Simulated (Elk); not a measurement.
# Single-oscillator test of the refractive-index dispersion of NaF below its gap, from PBE and the RPA with local fields

Windows, lenses and low-index coatings for ultraviolet lasers are designed with a dispersion formula that carries the refractive index from a few wavelengths to others. The simplest such formula has one oscillator and makes 1/(n² − 1) a straight line in the square of the photon energy. We test it for NaF at six laser wavelengths from 1550 to 308 nm, using the RPA dielectric function on PBE bands with local fields included. The straight line is judged against the computed values themselves, not against measured indices. The PBE gap is too small and excitons are left out, so the test concerns the form of the dispersion more than the absolute index.

## Set-up

The measured cell of a diffraction database, fixed. Elk 11.2.3 (patched build), all-electron APW+lo (R·K(max) = 7), PBE, no spin polarisation, no spin-orbit coupling, clamped ions. RPA dielectric function with local fields on a k mesh of 13×13×13, Lorentzian broadening 0.2 eV; the rows are a selection of common laser wavelengths, read off the computed spectrum below 72 % of the smallest direct gap; n is the real part of √ε. Smallest direct gap on the mesh: 6.29 eV (PBE).

Notes on method and selection:

- Excitons and lattice vibrations are left out; a gap that is too small makes n too large and too dispersive.
- Crystals whose gap closes at the zone centre at the semilocal level were left out.
- Runs that did not converge, have known faults or may not be shown are not listed, and runs on Ansatz's PAW sets soft_1 and soft_2 are kept to separate tables.

Columns:

- E² (eV²): square of the photon energy.
- E (eV): photon energy.
- n: refractive index.

Input lines of one member:

```
tasks
  320
fxctype
  1
gmaxrf
  2.2
optcomp
  1 1
xctype
  20
nempty
  14
```

## Data

| member | E² (eV²) | E (eV) | 1/(n² − 1) | n |
| --- | --- | --- | --- | --- |
| 1550 nm | 0.64 | 0.80 | 1.2640 | 1.338 |
| 800 nm | 2.40 | 1.55 | 1.2491 | 1.342 |
| 633 nm | 3.84 | 1.96 | 1.2372 | 1.345 |
| 450 nm | 7.59 | 2.75 | 1.2049 | 1.353 |
| 405 nm | 9.37 | 3.06 | ? | ? |
| 308 nm | 16.20 | 4.03 | 1.1242 | 1.375 |

Cells marked ? are withheld until the estimate has been made.

Least-squares fits to the members shown, with x = E² (eV²); R² and errors in the fitted variable (y, or ln y where the fit is in ln y):

| y | members | fit | R² | rms residual | leave-one-out rms | the same for the mean of the others |
| --- | --- | --- | --- | --- | --- | --- |
| 1/(n² − 1) | 5 | y = 1.2711 − 0.0090043 x | 1.00 | 0.0013 | 0.0038 | 0.062 |
| n | 5 | y = 1.336 + 0.002377 x | 1.00 | 5.8×10⁻⁴ | 0.0017 | 0.016 |

## Why the values move as they do

From 1550 to 308 nm, 1/(n² − 1) falls at every step, from 1.2640 to 1.1242, while n rises from 1.338 to 1.375. The straight line describes this well: its leave-one-out error is 0.0038, against 0.062 for the mean of the others.

The reason is that light below the gap polarises the crystal through virtual transitions, chiefly from the fluorine 2p valence bands to the empty bands. If they all lay at one energy E₀, with strength E_d, then 1/(n² − 1) = E₀/E_d − E²/(E₀E_d), and intercept over slope would give E₀². The fit gives 1.2711 / 0.0090043 = 141.2 eV², so E₀ is about 12 eV. This is nearly twice the smallest direct gap of 6.29 eV, because E₀ is an average over the whole absorption spectrum and not its edge.

The law is nevertheless not exact. Between 1550 and 633 nm the slope is (1.2372 − 1.2640) / (3.84 − 0.64) = −0.0084 eV⁻², and between 450 and 308 nm it is (1.1242 − 1.2049) / (16.20 − 7.59) = −0.0094 eV⁻², about 12 % steeper. That is more than the printed rounding can produce. Theory gives this sign for any spread of transition energies: as the photon energy rises, the transitions nearest the gap gain weight and the effective oscillator moves down.

For optical design the bend is small. At 450 nm the fitted line lies 0.0021 below the computed 1/(n² − 1), which changes n by only about 0.0005. The single-oscillator law therefore holds at these five wavelengths to better than 0.001 in n. A smaller gap exaggerates the dispersion, so the fitted constants should not be used as those of real NaF.

## Predicting the missing value

Plain estimates from the members shown:

- 405 nm, fit at x = 9.37: 1.1867
- 405 nm, straight-line interpolation between 450 nm and 308 nm: w = (9.37 − 7.59) / (16.20 − 7.59) = 0.207, so 1.2049 + 0.207 × (1.1242 − 1.2049) = 1.1882

Both plain estimates for 405 nm should be slightly low. The overall fit already runs below the computed value at the neighbouring 450 nm, and a chord between two points of a downward-bending curve lies under it. We therefore keep the interpolation between 450 and 308 nm and add the curvature, taken from 633, 450 and 308 nm.

The two slopes are (1.2049 − 1.2372) / (7.59 − 3.84) = −0.008613 eV⁻² and (1.1242 − 1.2049) / (16.20 − 7.59) = −0.009373 eV⁻². Their difference over the full span gives (−0.009373 + 0.008613) / (16.20 − 3.84) = −0.0000615 eV⁻⁴. At 405 nm the correction is −0.0000615 × (9.37 − 7.59) × (9.37 − 16.20) = +0.00075, and 1.1882 + 0.00075 = 1.1890 to four decimals.

The same route can be tried on 450 nm, treated as missing and rebuilt from 800, 633 and 308 nm. The straight line between 633 and 308 nm gives 1.2372 + (7.59 − 3.84) / (16.20 − 3.84) × (1.1242 − 1.2372) = 1.2029. The slopes are (1.2372 − 1.2491) / (3.84 − 2.40) = −0.008264 eV⁻² and (1.1242 − 1.2372) / (16.20 − 3.84) = −0.009142 eV⁻², so the curvature is (−0.009142 + 0.008264) / (16.20 − 2.40) = −0.0000636 eV⁻⁴. The correction is −0.0000636 × (7.59 − 3.84) × (7.59 − 16.20) = +0.0021, and 1.2029 + 0.0021 = 1.2050 against the computed 1.2049. The straight line alone would have missed by 1.2049 − 1.2029 = 0.0020.

That trial spans a wider interval than the one needed here, and its miss of 0.0001 is comparable with the printed rounding. We take twice that miss, 0.0002, as one standard deviation, since a single trial fixes the scatter only loosely.

**Committed estimate, 405 nm: 1/(n² − 1) = 1.1890 ± 0.0002.**

## Check

| member | E² (eV²) | E (eV) | 1/(n² − 1) | n |
| --- | --- | --- | --- | --- |
| 405 nm | 9.37 | 3.06 | 1.1891 | 1.357 |

| member | estimate | 1/(n² − 1) | computed | estimate − computed | miss in error bars |
| --- | --- | --- | --- | --- | --- |
| 405 nm | committed | 1.1890 | 1.1891 | −0.0001 | 0.5 |
| 405 nm | fit | 1.1867 | 1.1891 | −0.0024 |  |
| 405 nm | interpolation | 1.1882 | 1.1891 | −0.0009 |  |

The estimate of 1.1890 ± 0.0002 lies 0.0001 below the computed 1.1891, inside its error bar. It did better than both plain estimates: the interpolation was low by 0.0009 and the straight-line fit by 0.0024. Both fell on the low side, as expected for a curve that bends downward, and the curvature term removed most of the interpolation's miss.

The new point also shows the bend directly. The slope is (1.1891 − 1.2049) / (9.37 − 7.59) = −0.0089 eV⁻² from 450 to 405 nm, and (1.1242 − 1.1891) / (16.20 − 9.37) = −0.0095 eV⁻² from 405 to 308 nm. This steepening is what a spread of transition energies requires. It does not identify the bands involved, because any such spread bends the line in the same direction.

## Departures from the trend

Least-squares fits to the whole series, with x = E² (eV²); R² and errors in the fitted variable (y, or ln y where the fit is in ln y):

| y | members | fit | R² | rms residual | leave-one-out rms | the same for the mean of the others |
| --- | --- | --- | --- | --- | --- | --- |
| 1/(n² − 1) | 6 | y = 1.2712 − 0.0089650 x | 1.00 | 0.0014 | 0.0032 | 0.056 |
| n | 6 | y = 1.33595 + 0.00235545 x | 1.00 | 7.0×10⁻⁴ | 0.0016 | 0.015 |

Largest departures from the fit to the whole series:

| member | 1/(n² − 1) | fit | computed − fit | in rms residuals |
| --- | --- | --- | --- | --- |
| 405 nm | 1.1891 | 1.1872 | +0.0019 | 1.3 |
| 308 nm | 1.1242 | 1.1260 | −0.0018 | 1.2 |
| 450 nm | 1.2049 | 1.2032 | +0.0017 | 1.2 |
| 1550 nm | 1.2640 | 1.2655 | −0.0015 | 1.0 |

No wavelength stands out, since the largest departure, +0.0019 at 405 nm, is only 1.3 rms residuals. The departures do follow a pattern: the computed values lie below the line at 1550, 800 and 308 nm and above it at 633, 450 and 405 nm. A straight line laid through a gently downward-bending curve leaves these signs, so they reflect the form of the law and not faults at single wavelengths.

## Summary

Between 1550 and 308 nm the computed index of NaF follows a single-oscillator law closely but not exactly. The straight line predicts an omitted wavelength with an rms error of about 0.003 in 1/(n² − 1), or roughly 0.001 in n; at 450 and 405 nm, where it was tried, a curvature term did better.

For a thin lens in air, focal length scales as 1/(n − 1). Going from 405 to 308 nm therefore multiplies it by (1.357 − 1) / (1.375 − 1) = 0.952, a shortening of about 5 % that the small PBE gap probably exaggerates.

Two errors of the level act on the absolute index in opposite directions. The PBE gap is too small, which raises n, while leaving out the electron–hole attraction lowers it. The absolute index therefore rests partly on cancelling errors, whose sizes cannot be read from this table.

[Logs are printed without paths, hosts, clocks, repeated set-up lines and the standing remarks that a program may print on its own settings, such as how far it seeks lower states.]
